## The quantity

The column "over lowest" gives the energy per atom of a crystal structure of lead, counted from the lowest structure in the table. Each value comes from a density-functional calculation in which the cell and the atoms relaxed at zero temperature and zero pressure, within the symmetry of the start. I call this energy $\Delta E$ and the volume per atom $V$.

The zero belongs to double hexagonal close packing, the database cell with four atoms. Real lead is face-centred cubic, which stacks the same dense layers in another order. That structure has no row here, so the table cannot say which of the two the calculation would put lower. The heights are therefore counted from a close relative of the real metal.

Crystal structures of lead (Pb), computed with Ansatz 0.2.0: plane-wave PAW DFT with the r2SCAN functional, scalar-relativistic, without spin polarisation, 500 eV cutoff, 0.1 eV Gaussian smearing. Cell and atoms were relaxed at zero pressure, keeping the symmetry of the start. Energies are counted from the lowest structure in the table.

```tsv
found from	space group number	atoms in cell	volume per atom (Å³)	over lowest (meV/atom)
database cell	194	4	31.09	0.0
database cell	194	2	30.99	5.0
Sm type	166	3	31.11	7.0
database cell	229	1	31.03	35.0
Ti type	191	3	31.18	42.0
changed type	69	2	32.11	45.0
Sn type	191	1	32.04	54.0
W type	223	8	31.93	65.0
Ga type	64	4	36.59	81.0
database cell	140	6	32.67	82.0
Sn type	141	2	32.16	82.0
B type	166	12	43.32	122.0
Ca type	221	1	33.16	125.0
Si type	227	2	42.00	173.0
```

## The rule: loose packing costs energy

Lead is a metal whose valence electrons are shared among many neighbours. An atom gains energy from each neighbour at a suitable distance, so a structure that spreads its atoms out should bind less well. Volume per atom looks like a handy measure of this loss.

The table largely agrees. The three close-packed stackings, with about 31 Å³ per atom, lie within 7 meV of one another and below every other row. Ranking the rows by volume and by energy gives nearly the same order, with a rank correlation of 0.91, where 1 would mean identical orders. The exceptions show what volume really stands for.

## The clearest break: the B type lies below diamond

The Si type is the diamond structure, and it is the most expensive row at 173 meV. The B type is looser still, with 43.32 Å³ per atom against 42.00 Å³, yet it costs only 122 meV. By the volume rule it should have been the worst structure of all.

A likely cause is where the empty space sits. In diamond it surrounds every atom evenly, and each atom has just four neighbours. The boron structure consists of icosahedra, compact cages of twelve atoms, with large voids between them. An atom there has five neighbours in its own cage and one or two in the next, if the relaxed lead crystal keeps the pattern of its boron parent. The voids add volume, yet each atom keeps more neighbours than in diamond.

The Ca type, which is simple cubic, is in line with this reading. Each of its atoms has six neighbours, about as many as in the B type. Its energy of 125 meV agrees with that of the B type within the accuracy of the calculation, about 4 meV. Yet its volume is only 33.16 Å³, so two structures with similar neighbour counts cost the same at very different densities.

## How large is the break?

The size of the break can be stated without choosing a particular curve. Take any smooth curve $f(V)$ that never falls as the volume grows. It must then be at least as high at the B type as at diamond, while the computed energies run the other way:

$$
\Delta E_{\text{diamond}}-\Delta E_{\text{B}} = 173-122 = 51\ \text{meV}.
$$

The best compromise passes halfway between the two energies and misses each by $51/2 = 25.5$ meV. A curve that comes closer to one row must miss the other by more. Every rising curve is thus wrong by at least 25.5 meV for one of these two rows, about six times the stated accuracy. No cleverer choice of rising curve can repair that.

## Why fewer neighbours cost so little

Diamond has a third of the neighbours of a close-packed crystal, but it loses far less than two thirds of the binding. The loss of 173 meV is roughly a tenth of lead's cohesive energy, which is about 2 eV as a rough recalled figure. The reason is that an atom with few neighbours binds each of them more strongly.

A standard picture of metallic bonding makes this plain. With $z$ neighbours at distance $r$, the energy of an atom is roughly

$$
E(r) = z\,R(r) - \sqrt{z}\,B(r),
$$

where $R$ is the repulsion from one neighbour and $B$ sets the strength of the bonding. Repulsion adds up neighbour by neighbour. Bonding grows more slowly, because the same valence electrons must serve all the bonds. When $z$ falls, repulsion therefore weakens faster than bonding, and the remaining neighbours can move closer.

Simple cubic and diamond show this shortening, and their symmetry and volume fix the distances exactly. The nearest distance is 3.21 Å with six neighbours in simple cubic and 3.01 Å with four in diamond. Ideal close packing at the volume of the lowest rows gives 3.53 Å with twelve. Shorter and stronger bonds repay much of what the lost neighbours cost.

Diamond also has a handicap of its own. Its four directional bonds require the 6s electrons to mix with the 6p electrons. In an atom as heavy as lead, relativity pulls the 6s level down and makes this mixing expensive. That is established chemistry, and the calculation contains the effect, though no row isolates its share of the 173 meV. It may also account for part of the 51 meV between diamond and the B type. Spin–orbit coupling, which is strong for the 6p electrons of lead, was left out and could shift the gaps between structures.

## The second break: simple cubic lies above the Ga type

Simple cubic is denser than the Ga type by 3.43 Å³ per atom, yet it lies 44 meV higher. By the same argument as before, any rising curve must miss one of the two by at least 22 meV. The neighbour count helps a little here, since an atom in the gallium structure has one close neighbour and six others, against six in simple cubic, if the relaxed lead crystal keeps that pattern. One extra neighbour is a thin explanation for so large a gap, and the B type, with six or seven neighbours, costs as much as simple cubic.

Another possible cause is rigidity, though no pair of rows tests it alone. A simple cubic crystal has a single adjustable length, the edge of its cube. The Ga type can change three edges and also shift its atoms inside the cell, so it can settle into a more favourable pattern of distances. A single length is not costly in itself, since the body-centred cubic row (space group 229) has only one too and lies at 35 meV. It costs energy only where a better shape is forbidden.

The row called "changed type" shows how much such freedom can be worth. It started as black phosphorus, a layered structure that becomes simple cubic when its distances and angles take special values. During relaxation it turned into a structure of higher symmetry at 45 meV, which is 80 meV below simple cubic. A much better arrangement was thus available once the cubic constraint was dropped. The relaxed cell consists of nearly hexagonal layers, where each atom has six neighbours in its own layer and more in the next ones, so the freedom was used at least partly to gain neighbours. Simple cubic lead may well be a saddle, a structure held in place only by its symmetry, but a calculation of its vibrations would have to decide that.

## The third break: equal volume, different energy

The database cell with space group 229 is body-centred cubic. It fills space as densely as the close-packed rows, to within 0.1 Å³ per atom, yet it lies 28 meV above the highest of them. Here volume has no power to explain the difference.

In a simple metal, a large part of the energy depends only on the average density of the electrons. At equal volume that part is the same, and the arrangement of the atoms decides the rest. Close packing places twelve neighbours at nearly one distance. The body-centred crystal places eight at 3.43 Å and six at 3.96 Å.

It is tempting to blame this uneven shell, and the W type, which is the beta form of tungsten and not the ordinary metal, points the same way. Its atoms have twelve or fourteen neighbours, but it costs 65 meV, so a bare neighbour count fails for it. In its chains, an atom has two neighbours squeezed to 3.17 Å, while eight others stand at 3.89 Å. That unevenness is the cause remains a guess. In the Ti type the near neighbours are spread less widely than in the body-centred crystal, from 3.26 to 3.67 Å, yet it lies 7 meV higher. Two thirds of its atoms have only eleven such neighbours, however, against fourteen in the body-centred crystal, so this pair does not test the spread alone.

## Judging another structure of lead

For a further arrangement of lead atoms, density gives the first estimate: a crystal near 31 Å³ per atom is a candidate for low energy. Among loose structures, volume alone is a poor guide, as diamond and the B type show.

The next step is to look at the freedom of the cell. A structure with only one adjustable length may lie high because its symmetry forbids a better shape. Its energy then describes the constrained crystal, and a small distortion could lead to a cheaper one.
